Twelve density functionals disagree by 4 % on the magnetisability of silane, and most of the disagreement comes from one part of the response: the paramagnetic current that the field induces among the bonding electrons. The values span $15.9\times10^{-30}$ J/T². Since the molecule at this fixed geometry has only one true value, at least one functional must miss it by at least half that span, about 2 % of the mean. The table doesn't tell which one, so its order is no ranking by accuracy.

Silane (SiH4) in the gas phase, calculated with PySCF 2.14.0 using non-relativistic Kohn-Sham DFT, the aug-pcSseg-2 basis, GIAOs and density fitting, at the PBE0-D3(BJ)/def2-SVP geometry. Magnetisability and molar susceptibility are isotropic averages; the anisotropy is the root of half the summed squared differences of the principal values.

| level | magnetisability (1e-30 J/T^2) | magnetisability anisotropy (1e-30 J/T^2) | susceptibility (1e-6 cm^3/mol) |
| --- | --- | --- | --- |
| PW91/aug-pcSseg-2 | -385.2 | 0.10000 | -23.200 |
| revPBE/aug-pcSseg-2 | -381.6 | 0.10000 | -22.980 |
| PBE0/aug-pcSseg-2 | -380.5 | 0.10000 | -22.910 |
| HSE06/aug-pcSseg-2 | -379.9 | 0.10000 | -22.880 |
| mPW1PW91/aug-pcSseg-2 | -377.7 | 0.10000 | -22.740 |
| CAM-B3LYP/aug-pcSseg-2 | -377.1 | 0.10000 | -22.710 |
| wB97X/aug-pcSseg-2 | -376.2 | 0.10000 | -22.650 |
| X3LYP/aug-pcSseg-2 | -375.9 | 0.10000 | -22.640 |
| wB97X-D/aug-pcSseg-2 | -375.4 | 0.10000 | -22.600 |
| B3LYP/aug-pcSseg-2 | -374.8 | 0.10000 | -22.570 |
| B97-2/aug-pcSseg-2 | -374.0 | 0.10000 | -22.520 |
| BHandHLYP/aug-pcSseg-2 | -369.3 | 0.10000 | -22.240 |

The anisotropy column shows a smaller failure, and it isn't the functionals' fault. A tetrahedral molecule responds equally in every direction, so the entry should be zero. Instead it is 0.1 in every row (0.07 before rounding), whichever functional is used. A value that ignores the functional points to what the rows share. The common geometry is indeed slightly distorted: its three rotational constants, which would be equal in a perfect tetrahedron, are 84.40, 84.37 and 84.36 GHz. This is the likely source, though the shared numerical settings may add to it.

**From PW91 to mPW1PW91.** The first rows defeat the idea that the type of functional fixes the result. PW91 and revPBE both lack exact exchange, yet they differ by 3.6 in the units of the magnetisability column, while the step from revPBE to the hybrid PBE0 is only 1.1. PBE0 and mPW1PW91 both contain a quarter of exact exchange and still differ by 2.8.

To see what does vary, the susceptibility $\chi$, which is the same result per mole, has to be split into its two parts:

$$\chi=\chi_\mathrm{dia}+\chi_\mathrm{para},\qquad \chi_\mathrm{dia}\propto-\langle r^2\rangle,\qquad \chi_\mathrm{para}\propto\sum_n\frac{|\langle n|L|0\rangle|^2}{E_n-E_0}.$$

The negative diamagnetic part measures the size of the electron cloud through $\langle r^2\rangle$, the summed mean square distance of the electrons from the centre of mass. The positive paramagnetic part arises because four protons spoil the roundness of the cloud. Electrons can't circulate freely around silicon, and the angular momentum $L$ mixes the ground state 0, of energy $E_0$, with excited states $n$, of energy $E_n$. The split depends on the chosen origin; only the sum is observable.

The output below lists both parts for every functional. On average the diamagnetic part is 2.4 times the total, so cloud size alone would be a poor estimate of the susceptibility. Across the functionals it varies by only 0.41 (in $10^{-6}$ cm³/mol, as for all susceptibilities here), whereas the paramagnetic part varies by 1.03. Theory makes this plausible: the diamagnetic part needs only the ground-state density, on which these functionals largely agree, while the paramagnetic part also depends on excitations.

**From CAM-B3LYP to wB97X-D.** In this stretch the totals lie close together, but the agreement is deceptive. From wB97X to X3LYP the total changes by just 0.02. Behind it, the diamagnetic part grows more negative by 0.22 and the paramagnetic part rises by 0.24. The two functionals describe the molecule differently and arrive at the same sum.

The wB97X row also tests a tempting shortcut, in which the gap between the highest occupied and lowest empty orbital stands for all the energies $E_n-E_0$. If the matrix elements of $L$ also stay alike, the paramagnetic part should then go as the inverse gap. PW91 sets the scale, with a paramagnetic part of 31.41 and a gap of 7.957 eV; the gap of wB97X is 13.19 eV. The prediction for wB97X is

$$\chi_\mathrm{para}\approx31.41\times\frac{7.957}{13.19}\approx18.95.$$

The calculation gives 31.91, slightly more than for PW91 instead of two fifths less. The shortcut is unsafe from the start, because the sum runs over many excitations, and symmetry decides which of them $L$ can reach. The lowest empty orbital of wB97X, moreover, lies above zero energy, so its position depends on the basis set.

A deeper reason lies in the field itself. To first order, a magnetic field drives a current through silane but leaves the electron density unchanged. A functional of the density alone therefore doesn't react, and the orbital energy differences enter the response as they stand. Exact exchange widens these differences, but it also reacts to the current and couples the excitations, which can offset much of the widening. In an exact theory the rest of the functional would depend on the current too; in all twelve rows it doesn't.

**From B3LYP to BHandHLYP.** The last rows reach their places by different routes. B97-2 has the weakest diamagnetic part of all, BHandHLYP the strongest paramagnetic part. Between the two ends of the table, PW91 and BHandHLYP, the total rises by 0.96; the paramagnetic part rises by 1.03, and the diamagnetic part takes back 0.07.

The silicon shielding shows the same weak spot. From PBE0 to B3LYP it falls by 13.1 ppm, while its diamagnetic part changes by only 0.04 ppm. The two functionals nearly agree on the part that needs only the density and differ in the induced paramagnetic current.

In practice, then, two functionals that agree on a magnetisability should be compared again part by part, with the same origin. Only if both parts agree do they describe the same response, and even then they may share an error.

Printed output of the fit:

```
Parts of the susceptibility in 1e-6 cm^3/mol and gap in eV:
                     row   total  diamagnetic  paramagnetic    gap
       PW91/aug-pcSseg-2   -23.2       -54.61         31.41  7.957
     revPBE/aug-pcSseg-2  -22.98       -54.59         31.61  7.939
       PBE0/aug-pcSseg-2  -22.91       -54.46         31.54  9.763
      HSE06/aug-pcSseg-2  -22.88       -54.47         31.59  9.128
   mPW1PW91/aug-pcSseg-2  -22.74        -54.4         31.66  9.733
  CAM-B3LYP/aug-pcSseg-2  -22.71       -54.79         32.09   11.5
      wB97X/aug-pcSseg-2  -22.65       -54.56         31.91  13.19
      X3LYP/aug-pcSseg-2  -22.64       -54.78         32.14  9.406
    wB97X-D/aug-pcSseg-2   -22.6       -54.42         31.82  12.51
      B3LYP/aug-pcSseg-2  -22.57       -54.73         32.16  9.335
      B97-2/aug-pcSseg-2  -22.52       -54.38         31.86  9.545
  BHandHLYP/aug-pcSseg-2  -22.24       -54.68         32.44  11.25
Spread of magnetisability over the functionals, 1e-30 J/T^2: 15.9
Spread of magnetisability, percent of the mean size: 4.214
Half the spread, least possible error of the worst functional, 1e-30 J/T^2: 7.95
Spread of the diamagnetic part, 1e-6 cm^3/mol: 0.412
Spread of the paramagnetic part, 1e-6 cm^3/mol: 1.028
Mean diamagnetic part divided by mean total: 2.402
PW91 to BHandHLYP, change of total, 1e-6 cm^3/mol: 0.959
PW91 to BHandHLYP, change of diamagnetic part, 1e-6 cm^3/mol: -0.069
PW91 to BHandHLYP, change of paramagnetic part, 1e-6 cm^3/mol: 1.028
wB97X to X3LYP, change of total, 1e-6 cm^3/mol: 0.017
wB97X to X3LYP, change of diamagnetic part, 1e-6 cm^3/mol: -0.22
wB97X to X3LYP, change of paramagnetic part, 1e-6 cm^3/mol: 0.237
PW91 to revPBE, change of magnetisability, 1e-30 J/T^2: 3.6
revPBE to PBE0, change of magnetisability, 1e-30 J/T^2: 1.1
PBE0 to mPW1PW91, change of magnetisability, 1e-30 J/T^2: 2.8
Gap of wB97X divided by gap of PW91: 1.658
Paramagnetic part of wB97X if it went as the inverse gap from PW91, 1e-6 cm^3/mol: 18.95
PBE0 to B3LYP, change of silicon shielding, ppm: -13.1
PBE0 to B3LYP, change of its diamagnetic part, ppm: 0.044
PBE0 to B3LYP, growth of the electronic part of the rotational g factor, percent: 1.948
PBE0 to B3LYP, growth of the size of the whole rotational g factor, percent: 9.709
Printed anisotropy, percent of the mean magnetisability: 0.0265
```
